## Results and discussion

The Fermi-Dirac row at a width of 0.5 eV looks wrong. Its energy lies only 0.47 meV/atom from the reference, closer than the same rule at 0.2 eV, which is off by 3.26 meV/atom. Yet its magnetic moment is zero, although the run was started with moments on the atoms; the reference has 2.68 μB in the cell. The row has reached a different electronic state, and its good energy is a cancellation.

Cubic TiCo3 (Pm-3m, 4 atoms in the cell, a = 3.614 Å) at fixed atoms, computed with Ansatz 0.2.0: plane-wave PAW, scalar-relativistic PBEsol, collinear spin, cutoff 420 eV, k mesh 12×12×12. The reference has Gaussian occupations of width 0.1 eV. Energies are extrapolated to zero smearing, free energies are not; pressure is positive in compression.

| occupation rule | occupation width (eV) | energy less reference (meV/atom) | free energy less reference (meV/atom) | pressure less reference (GPa) | cell moment (μB) |
| --- | --- | --- | --- | --- | --- |
| Fermi-Dirac | 0.01 | -0.120 | 2.66 | -0.025 | 2.68 |
| Fermi-Dirac | 0.02 | -0.075 | 2.13 | -0.015 | 2.68 |
| Fermi-Dirac | 0.2 | 3.26 | -79.5 | -1.16 | 1.80 |
| Fermi-Dirac | 0.5 | 0.466 | -542 | 5.07 | 0.00 |
| Gaussian | 0.01 | -0.116 | 2.80 | -0.03 | 2.68 |
| Gaussian | 0.05 | -0.069 | 2.18 | -0.014 | 2.68 |
| Gaussian | 0.3 | 0.915 | -24.3 | -0.472 | 2.42 |
| Methfessel-Paxton | 0.02 | -0.121 | 2.81 | -0.03 | 2.68 |
| Methfessel-Paxton | 0.2 | -0.040 | 2.98 | 0.056 | 2.71 |
| cold | 0.01 | -0.111 | 2.82 | -0.031 | 2.68 |
| cold | 0.5 | 2.21 | 21.2 | -0.763 | 2.65 |
| tetrahedron | 0 | 0.130 | 3.07 | 0.111 | 2.72 |

### What the width does to the electrons

In a metal, some electronic levels lie very close to the Fermi level, the border between filled and empty states. A sharp border makes sums over a finite k mesh jumpy, so the calculation softens it. Levels just below the border are partly emptied and levels just above it partly filled. The occupation width sets how far this reaches, and the occupation rule sets the shape of the softened edge.

The shape matters as much as the width. A Fermi-Dirac edge has long tails and reaches much further than a Gaussian edge of the same nominal width. Methfessel-Paxton and cold occupations are built differently: they let some occupations leave the range from zero to one, so that the leading effect of the softening cancels. A width in eV therefore has no common meaning across the four rules.

In this compound the softening also acts on the magnetism. The cobalt atoms carry about 1.1 μB each, and titanium carries a smaller, opposite moment. The moment exists because exchange pushes the levels of one spin down and those of the other up, which keeps more electrons in the lower set. A soft edge that reaches far enough moves electrons from the favoured spin to the other; the smaller imbalance then weakens the exchange splitting, and the moment shrinks further. The first step needs a density of states that varies with energy. If that of each spin were constant over the reach of the edge, each spin would gain above the border what it loses below, and the moment would stay.

### One measure for two rules

The reach of a soft edge is measured by its second moment M, the mean square distance in energy over which the edge is spread. For an occupation width w, M is w²/2 under the Gaussian rule and π²w²/3 under the Fermi-Dirac rule. Equating the two shows that a Fermi-Dirac width acts like a Gaussian width 2.57 times as large. For Methfessel-Paxton and cold occupations M is zero.

The free energy follows in two steps. If the density of states D is constant near the Fermi level, lifting electrons across it costs a band energy of ½DM. The free energy also contains a smearing term, written TS like temperature times entropy, which is subtracted and equals DM. What remains is

F(w) ≈ F(0) − ½DM.

The reference, a Gaussian edge of 0.1 eV, has a smearing term of 23.5 meV in the cell of four atoms. Half of that, per atom, is 23.5/8 = 2.94 meV. The reference thus lies this far below its own zero-width limit, which is why the narrow rows show positive values of about 2 to 3 meV/atom in the free-energy column.

Fermi-Dirac at 0.2 eV can now be estimated from the reference alone. Its equivalent Gaussian width is 0.2 × 2.565 = 0.513 eV, or 5.13 times that of the reference. The lowering grows with the square of this ratio, so the change should be 2.94 × (1 − 5.13²) ≈ −74 meV/atom. The calculation gives −79.5 meV/atom. Had equal nominal widths been equivalent, the answer would have been only −9 meV/atom.

The same estimate gives −23.5 meV/atom for Gaussian 0.3 eV, close to the computed −24.3. At Fermi-Dirac 0.5 eV the computed change is 13 % larger than the estimate. A constant density of states is no longer good enough there, because the edge samples a wide part of the d bands and the bands themselves have changed with the loss of magnetism.

### The moment follows the equivalent width

Sorted by equivalent Gaussian width, the three wide rows of these two rules fall into order. Gaussian 0.3 eV loses about 10 % of the moment, Fermi-Dirac 0.2 eV about a third, and Fermi-Dirac 0.5 eV all of it. By nominal width the first two would stand in the wrong order.

Cold occupations at 0.5 eV provide the comparison. The nominal width is the same as in the non-magnetic row, but the moment stays at 2.65 μB. This supports the view that the second moment of the edge, and not the number typed in as the width, drives the demagnetisation. The support is limited in one respect: this row was not checked for stability, so a lower state with another moment is not excluded. The narrow Methfessel-Paxton and cold rows and the tetrahedron row had no such check either, but their moments lie close to those of the checked narrow rows.

### Why the extrapolated energy can mislead

The energy column does not hold the free energy itself but an estimate of the energy at zero width. For Gaussian and Fermi-Dirac occupations the estimate adds back half the smearing term. That is exact as long as the free energy falls with the square of the width, and it turns the error of −79.5 meV/atom found above into one of +3.26 meV/atom.

What survives comes from the change of the density of states along the way. The ratio TS/M, an effective density of states, is 4.7 states per eV and cell in the reference, 5.0 at Gaussian 0.3 eV and 5.2 at Fermi-Dirac 0.2 eV. The lowering of the free energy has built up over all smaller widths, where the ratio was lower. Half of the final smearing term is then too large a correction, and the estimate comes out too high, as it does in both wide rows.

The same reasoning explains the odd row. At Fermi-Dirac 0.5 eV the correction is almost right, so the final ratio, 5.3, must nearly equal its average over all smaller widths. Since the ratio started lower, it must have risen above 5.3 somewhere between 0.2 and 0.5 eV and come down again, provided the calculation follows the state of lowest free energy. Theory expects the rise: the smearing term grows quickly while the two spins even out, and this extra growth stops where the moment vanishes. A later fall is expected if the density of states of the non-magnetic metal is high near the Fermi level and lower further away, so that a wider edge averages over lower values. The overcorrection from the rise and the undercorrection from the later fall then offset each other. The table has no row in that interval to show the peak itself.

### Two rules without the leading error

Methfessel-Paxton at 0.2 eV shows what is gained when the second moment is removed. Its free energy is within about 0.2 meV/atom of the value that the same rule gives at 0.02 eV, whereas Fermi-Dirac at the same nominal width is some 80 meV/atom away. Its moment, 2.71 μB, is also close to the 2.68 μB of the narrow rows.

Cold occupations remove the second moment too, but their edge is lopsided and leaves a term of third order in the width. Such a term depends on the slope of the density of states and may have either sign. At 0.5 eV it raises the free energy by 18 meV/atom above the zero-width value of the reference. The extrapolation suited to a third-order term takes off 16 meV/atom, and the remainder of about 2 meV/atom is the error in the energy column. A preserved moment is therefore no proof of an accurate energy.

### Why the pressure falls and then rises

The pressure drops by 1.16 GPa at Fermi-Dirac 0.2 eV and rises by 5.07 GPa at 0.5 eV. Two opposing effects can explain this. When the crystal expands, its bands narrow and the density of states grows, so a soft edge lowers the free energy more; the electrons thus push outwards, as in a hot metal. The magnetic energy also favours a larger volume, so a magnet pushes outwards as well, and losing the moment lowers the pressure.

At 0.2 eV the loss of magnetism wins. By 0.5 eV the whole moment is gone and that loss has reached its limit, while the push of the softened edge continues to grow with the square of the width. The sign of the pressure change therefore turns.

A simple formula puts this to numbers: one term proportional to the change in free energy and one proportional to the change in the squared moment. Their two coefficients were found by least squares on the seven Gaussian and Fermi-Dirac rows. At Fermi-Dirac 0.5 eV the first term contributes roughly +10 GPa and the second roughly −5 GPa. These are orders of magnitude only, since three wide rows fix both coefficients, and a non-magnetic calculation at a narrow width would be needed to separate the effects properly.

The formula misses its own rows by about 0.03 GPa at worst, but when each row in turn is left out of the fit the root-mean-square miss grows to 0.7 GPa. Among the rows never used, it comes close for Methfessel-Paxton 0.2 eV, where the change is small. For cold 0.5 eV it gives −0.5 GPa instead of −0.76 GPa. A third-order term need not depend on volume in the same way as a second-order one, which may be the reason.

### Choosing a width

The rows up to 0.05 eV, together with the tetrahedron method, agree in energy within 0.25 meV/atom. The tetrahedron method uses no width and interpolates between k points instead; its pressure is less certain, because its derivatives may not match the slope of its energy exactly. With a single k mesh, differences this small do not tell which rule is best. The forces are no help either, since the symmetry of the cell keeps them at zero whatever the smearing.

When smearing settings are taken over from another calculation, the first step is to multiply a Fermi-Dirac width by 2.6 before comparing it with a Gaussian one. The second is to repeat the calculation at a clearly smaller width and compare moment and pressure as well as energy. In this table the energy alone would have passed the non-magnetic row, and the moment alone would have passed cold 0.5 eV. The pressure exposes both: it is off by at least 0.47 GPa in four rows (Gaussian 0.3 eV, Fermi-Dirac 0.2 and 0.5 eV, cold 0.5 eV), and by at most 0.11 GPa in the other eight. Pressure alone is no proof either: its error changes sign between Fermi-Dirac 0.2 and 0.5 eV, so it is expected to be small at some width in between, where the moment is already badly wrong.
